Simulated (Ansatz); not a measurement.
**BiTe: moving Bi off its site**

BiTe, Fm-3m, a = 6.470 Å (as given, not relaxed at this level: -1.7 GPa). The structure is a COD entry; whether it is the stable form wasn't checked. Ansatz: PBEsol, PAW, 420 eV, Γ-centred 14×14×14 mesh on 2 atoms, Gaussian smearing 0.15 eV; no spin polarisation.

```
CELL_PARAMETERS angstrom
0.00000 3.23500 3.23500
3.23500 0.00000 3.23500
3.23500 3.23500 0.00000
ATOMIC_POSITIONS crystal
Bi 0.00000 0.00000 0.00000
Te 0.50000 0.50000 0.50000
```

Atom 1 (Bi) moves by x along the unit vector (0.000, 0.000, -1.000), with its periodic images; all else is held. y is the free energy of the cell over the start, F the force along the path summed over the moved atoms. Symmetry makes y even in x.

| x (Å) | y (meV) | F (eV/Å) |
| --- | --- | --- |
| -0.200 | ? | ? |
| -0.100 | 11.44 | 0.23 |
| 0.000 | 0.00 | 0.00 |
| 0.025 | 0.70 | -0.06 |
| 0.050 | 2.83 | -0.11 |
| 0.075 | 6.39 | -0.17 |
| 0.125 | 18.02 | -0.29 |
| 0.150 | 26.20 | -0.36 |
| 0.175 | 36.05 | -0.43 |

Problem. Fit y = c2 x² + c4 x⁴ to the energies of the other rows, give the force constant, and predict energy and force of the missing row.

Solution. Least squares on the rows shown. y = 1128.1 x² + 1604.0 x⁴. The force constant is 2 c2 = 2.26 eV/Å² (for all images moving together, not for a lone atom). With two atoms in a cubic cell this is the optical mode at Γ (in a metal it hangs on mesh and smearing): ω = 521.5 √(2 c2/μ) = 88 cm⁻¹ for μ = 79.23 u. The force −dy/dx at the missing row is 0.50 eV/Å (computed 0.50). At x = -0.200 the fit asked for gives 47.69 meV. The run gave 47.66 meV, so the fit is 0.03 meV too high, a small miss on the scale of the series.

Spin–orbit coupling is left out, which can shift energies with elements as heavy as these.

The energy rises on both sides of the ideal site, so rocksalt BiTe shows no tendency towards a polar off-centring of Bi against Te at this volume. The positive quartic term makes the well slightly steeper than harmonic, as expected when Bi is pushed straight towards a Te neighbour and short-range repulsion grows.

The related IV-VI tellurides are known for a soft mode of this kind, driven by mixing between filled, mainly Te p states and empty cation p states. Bi brings one more valence electron than Sn or Pb. This electron enters the cation p bands, where it probably blocks part of that mixing, while the resulting carriers screen the long-range dipole forces that favour off-centring. The same screening removes the LO-TO splitting at Γ, so cubic symmetry lets the single force constant stand for all three optical branches, whereas the quartic term holds only for the direction sampled. Distortions that enlarge the cell, such as pairing of Bi atoms, remain untested.
